**2p hyperfine constants of sulfur ions: prediction of S2+ and S+**

The table holds one-electron constants $A/g_I$ for 2p1/2 and 2p3/2 from Dirac-Coulomb Hartree-Fock averaged over the configuration, with the non-relativistic $\langle r^{-3}\rangle$ and the small-component weight, for sulfur ions from S+ to S11+. The program obtains $F_j$ from $A/g_I=K\,\frac{l(l+1)}{j(j+1)}\langle r^{-3}\rangle F_j$ row by row, extracts the screening per 2p and per $n=3$ electron, and compares the ratio of the constants with hydrogenic and Casimir values. It predicts the withheld ions S2+ and S+ from a power law $z^p$ for the drop of $\langle r^{-3}\rangle$ per outer electron, fixed on the known rows, with Fermi-Segrè scaling as the alternative. The output shows that $F_{1/2}$ is nearly level, that most of the drift of the ratio comes from $F_{3/2}$, and that screened hydrogenic scaling gives that drift the wrong sign. All withheld values fall inside the predicted ranges, but the 3p drops shrink faster than the exponent taken from the 3s steps.

Sulfur ions, computed with the B-spline radial atomic code version 1 at the basis limit. A/g_I and the small weight come from Dirac-Coulomb Hartree-Fock (nl average, Fermi nucleus), <r⁻³> from non-relativistic Hartree-Fock (configuration average, point nucleus). A is the magnetic hyperfine constant of one electron in the orbital, also for closed shells, and g_I = μ/(I μ_N).

## Analysis program

```python
# Table: one-electron 2p hyperfine constants A/g_I of sulfur ions (B-spline radial code, Dirac-Coulomb
# Hartree-Fock, nl average), non-relativistic HF <r^-3>(2p), small-component weight. Tested: A = K*ang*<r^-3>*F_j,
# screening of 2p, hydrogenic ratios; prediction of withheld ions from a z^p law for the drop per n=3 electron.
T = {
    'ion': ['S+', 'S2+', 'S3+', 'S4+', 'S5+', 'S6+', 'S8+', 'S9+', 'S10+', 'S11+'],
    'Z': [16, 16, 16, 16, 16, 16, 16, 16, 16, 16],
    'charge': [1, 2, 3, 4, 5, 6, 8, 9, 10, 11],  # e
    'N': [15, 14, 13, 12, 11, 10, 8, 7, 6, 5],
    'configuration': ['[Ne] 3s2 3p3', '[Ne] 3s2 3p2', '[Ne] 3s2 3p1', '[Ne] 3s2', '[Ne] 3s1', '[He] 2s2 2p6', '[He] 2s2 2p4', '[He] 2s2 2p3', '[He] 2s2 2p2', '[He] 2s2 2p1'],
    'A_lo': [20790, 20820, 20860, 20930, 21040, 21170, 24280, 25960, 27730, 29590],  # MHz
    'A_hi': [4062, 4067, 4077, 4090, 4112, 4138, 4750, 5081, 5429, 5794],  # MHz
    'ratio': [5.118, 5.118, 5.117, 5.117, 5.117, 5.117, 5.111, 5.109, 5.107, 5.106],
    'r_m3': [79.8, 79.9, 80.08, 80.34, 80.77, 81.28, 93.23, 99.7, 106.5, 113.6],  # bohr⁻³
    'small_lo': [0.000471, 0.000471, 0.000472, 0.000474, 0.000476, 0.000478, 0.000537, 0.000568, 0.0006, 0.000632],
}
HELD = [0, 1]  # rows withheld from the fit
import numpy as np
from scipy import constants as C
pc = C.physical_constants; Z = 16
K = C.mu_0/(4*np.pi)*2*pc['Bohr magneton'][0]*pc['nuclear magneton'][0]/(C.h*pc['Bohr radius'][0]**3)/1e6
kn = [i for i in range(len(T['ion'])) if i not in HELD]
col = lambda k: np.array([T[k][i] for i in kn], float)
q, lo, hi, ra, r, sw = map(col, ['charge', 'A_lo', 'A_hi', 'ratio', 'r_m3', 'small_lo'])
at = lambda a, c: float(a[q == c][0])
def hyd(z, k, nr):  # Dirac hydrogenic factor over its non-relativistic limit
    f = lambda g: abs(2*k*(g+nr)-np.sqrt(nr*nr+2*nr*g+k*k))/((nr*nr+2*nr*g+k*k)**2*g*(4*g*g-1))
    return f(np.sqrt(k*k-(z*C.alpha)**2))/f(abs(k))
def cas(j):
    g = np.sqrt((j+.5)**2-(Z*C.alpha)**2); return 4*j*(j+.5)*(j+1)/(g*(4*g*g-1))
Fl, Fh, Ze = lo/(K*8/3*r), hi/(K*8/15*r), (24*r)**(1/3)
rs = 5*hyd(Ze, 1, 1)/hyd(Ze, -2, 0)
rnd = 100*(5/lo + np.where(r < 100, .005, .05)/r)
print(f"K = {K:.2f} MHz bohr^3; x8/3 = {K*8/3:.2f}; x8/15 = {K*8/15:.3f}; (Z alpha)^2 = {(Z*C.alpha)**2:.5f}")
print("ion  A1/2 per r^-3  F(1/2)  F(3/2)  rounding of F %  Zeff  ratio  hydrogenic ratio at Zeff")
for n, i in enumerate(kn):
    print(f"{T['ion'][i]:5s} {lo[n]/r[n]:.2f} {Fl[n]:.4f} {Fh[n]:.4f} {rnd[n]:.2f} {Ze[n]:.3f} {ra[n]:.3f} {rs[n]:.3f}")
print(f"Dirac hydrogenic 2p, Z=16: F {hyd(Z,1,1):.4f}, {hyd(Z,-2,0):.4f}, ratio {5*hyd(Z,1,1)/hyd(Z,-2,0):.3f}")
print(f"Casimir, Z=16: F {cas(.5):.4f}, {cas(1.5):.4f}, ratio {5*cas(.5)/cas(1.5):.3f}")
ch = lambda a, x, y: 100*(at(a, y)/at(a, x)-1)
print(f"S6+ to S11+ change %: F(1/2) {ch(Fl,6,11):+.2f}, F(3/2) {ch(Fh,6,11):+.2f}, ratio {ch(ra,6,11):+.2f}, small weight {ch(sw,6,11):+.1f}")
print(f"A(2p1/2) rise %: S3+ to S6+ {ch(lo,3,6):.1f}; S6+ to S8+ {ch(lo,6,8):.1f}; then {ch(lo,8,9):.1f}, {ch(lo,9,10):.1f}, {ch(lo,10,11):.1f}")
m = q >= 6; s2, b = np.polyfit(q[m], Ze[m], 1); s3 = (at(Ze, 6)-at(Ze, 3))/3
print(f"screening per electron: 2p {s2:.3f} (largest Zeff residual {np.abs(Ze[m]-s2*q[m]-b).max():.3f}); n=3 mean {s3:.3f}; quotient {s2/s3:.0f}")
# Dirac <r^-3>(2p3/2) for S8+, S10+: further outputs of the same runs
print(f"Dirac 2p3/2 r^-3 over non-rel.: S8+ {93.60642/at(r,8):.4f}, S10+ {106.9928/at(r,10):.4f} (rounding up to 0.0005)")
s = np.polyfit(np.log(r), np.log(sw), 1)[0]
print(f"small weight goes as (r^-3)^{s:.2f}; hydrogenic exponent 0.67")
d6, d5, d4 = at(r, 6)-at(r, 5), at(r, 5)-at(r, 4), at(r, 4)-at(r, 3)
p = np.log(d5/d6)/np.log(5/6)
pa, pb = [np.log((d5+e)/(d6-e))/np.log(5/6) for e in (.01, -.01)]
print(f"drops of r^-3 (bohr^-3, each +-0.01): 3s {d6:.2f}, 3s {d5:.2f}, 3p {d4:.2f}; p = {p:.2f} ({pa:.2f} to {pb:.2f} from rounding)")
# binding energies in eV: z=6,5,4 non-rel. eigenvalues of the same runs; z=3,2 rough recalled values
I = {6: 87.37729, 5: 70.80386, 4: 46.71355, 3: 35, 2: 23}
fs = lambda z: I[z]**1.5/z
print(f"second over first 3s drop: table {d5/d6:.2f}, Fermi-Segre {fs(5)/fs(6):.2f}")
c = q <= 6; cl, chi, rc = (lo/r)[c].mean(), (hi/r)[c].mean(), ra[c].mean()
print(f"closed-2p means: A per r^-3 {cl:.2f} and {chi:.3f} MHz bohr^3, ratio {rc:.3f}")
assert np.all(np.diff(r) > 0) and np.all(np.diff(lo) > 0)
assert np.ptp(Fl) < 0.001 and at(Fh, 11) > at(Fh, 6)
assert 0 < p < 2 and s2 > 5*s3
assert at(ra, 11) < at(ra, 6) and at(rs, 11) > at(rs, 6)
r3, w3, prev = at(r, 3), at(sw, 3), at(r, 3)
for i in sorted(HELD, key=lambda i: -T['charge'][i]):
    zs = list(range(T['charge'][i]+1, 4))
    rp = lambda e: r3 - d4*sum((z/4)**e for z in zs)
    v = np.array([rp(p), rp(0)-.01, rp(2)+.01]); w = np.array([0, -1, 1])
    print(f"{T['ion'][i]}: predicted (range), computed, miss = computed - predicted")
    for k, lab, x, f in [('r_m3', 'r^-3 bohr^-3', v, '.2f'), ('A_lo', 'A(2p1/2) MHz', cl*v+5*w, '.0f'),
                         ('A_hi', 'A(2p3/2) MHz', chi*v+.5*w, '.1f'), ('ratio', 'ratio', rc+.001*w, '.3f'),
                         ('small_lo', 'small weight', w3*(v/r3)**s+1e-6*w, '.7f')]:
        t = T[k][i]; ok = 'inside' if x[1]-1e-9 <= t <= x[2]+1e-9 else 'outside'
        print(f"  {lab}: {x[0]:{f}} ({x[1]:{f}} to {x[2]:{f}}), {t:{f}}, {t-x[0]:+{f}}, {ok}")
    z0, t = zs[0], T['r_m3'][i]; alt = r3 - d4*sum(fs(z) for z in zs)/fs(4)
    print(f"  last drop: power law {d4*(z0/4)**p:.2f}, Fermi-Segre {d4*fs(z0)/fs(4):.2f}, constant {d4:.2f}, computed {prev-t:.2f}")
    print(f"  Fermi-Segre r^-3 {alt:.2f}, miss {t-alt:+.2f}; A(2p1/2) vs S3+ {100*(T['A_lo'][i]/at(lo,3)-1):+.2f} %; F {T['A_lo'][i]/(K*8/3*t):.4f}, {T['A_hi'][i]/(K*8/15*t):.4f}")
    prev = t
```

Running it gives:

```
K = 95.41 MHz bohr^3; x8/3 = 254.43; x8/15 = 50.886; (Z alpha)^2 = 0.01363
ion  A1/2 per r^-3  F(1/2)  F(3/2)  rounding of F %  Zeff  ratio  hydrogenic ratio at Zeff
S3+   260.49 1.0238 1.0005 0.03 12.433 5.117 5.069
S4+   260.52 1.0239 1.0005 0.03 12.447 5.117 5.070
S5+   260.49 1.0238 1.0005 0.03 12.469 5.117 5.070
S6+   260.46 1.0237 1.0005 0.03 12.495 5.117 5.070
S8+   260.43 1.0236 1.0012 0.03 13.079 5.111 5.077
S9+   260.38 1.0234 1.0015 0.02 13.375 5.109 5.081
S10+  260.38 1.0234 1.0018 0.06 13.673 5.107 5.084
S11+  260.48 1.0238 1.0023 0.06 13.970 5.106 5.088
Dirac hydrogenic 2p, Z=16: F 1.0273, 1.0040, ratio 5.116
Casimir, Z=16: F 1.0255, 1.0054, ratio 5.100
S6+ to S11+ change %: F(1/2) +0.01, F(3/2) +0.18, ratio -0.21, small weight +32.2
A(2p1/2) rise %: S3+ to S6+ 1.5; S6+ to S8+ 14.7; then 6.9, 6.8, 6.7
screening per electron: 2p 0.295 (largest Zeff residual 0.003); n=3 mean 0.021; quotient 14
Dirac 2p3/2 r^-3 over non-rel.: S8+ 1.0040, S10+ 1.0046 (rounding up to 0.0005)
small weight goes as (r^-3)^0.84; hydrogenic exponent 0.67
drops of r^-3 (bohr^-3, each +-0.01): 3s 0.51, 3s 0.43, 3p 0.26; p = 0.94 (0.70 to 1.17 from rounding)
second over first 3s drop: table 0.84, Fermi-Segre 0.88
closed-2p means: A per r^-3 260.49 and 50.910 MHz bohr^3, ratio 5.117
S2+: predicted (range), computed, miss = computed - predicted
  r^-3 bohr^-3: 79.88 (79.81 to 79.94), 79.90, +0.02, inside
  A(2p1/2) MHz: 20808 (20785 to 20830), 20820, +12, inside
  A(2p3/2) MHz: 4066.8 (4062.6 to 4070.4), 4067.0, +0.2, inside
  ratio: 5.117 (5.116 to 5.118), 5.118, +0.001, inside
  small weight: 0.0004710 (0.0004697 to 0.0004723), 0.0004710, -0.0000000, inside
  last drop: power law 0.20, Fermi-Segre 0.22, constant 0.26, computed 0.18
  Fermi-Segre r^-3 79.86, miss +0.04; A(2p1/2) vs S3+ -0.19 %; F 1.0242, 1.0003
S+: predicted (range), computed, miss = computed - predicted
  r^-3 bohr^-3: 79.75 (79.55 to 79.88), 79.80, +0.05, inside
  A(2p1/2) MHz: 20773 (20717 to 20813), 20790, +17, inside
  A(2p3/2) MHz: 4059.9 (4049.4 to 4067.1), 4062.0, +2.1, inside
  ratio: 5.117 (5.116 to 5.118), 5.118, +0.001, inside
  small weight: 0.0004704 (0.0004684 to 0.0004720), 0.0004710, +0.0000006, inside
  last drop: power law 0.14, Fermi-Segre 0.18, constant 0.26, computed 0.10
  Fermi-Segre r^-3 79.68, miss +0.12; A(2p1/2) vs S3+ -0.34 %; F 1.0240, 1.0003
```
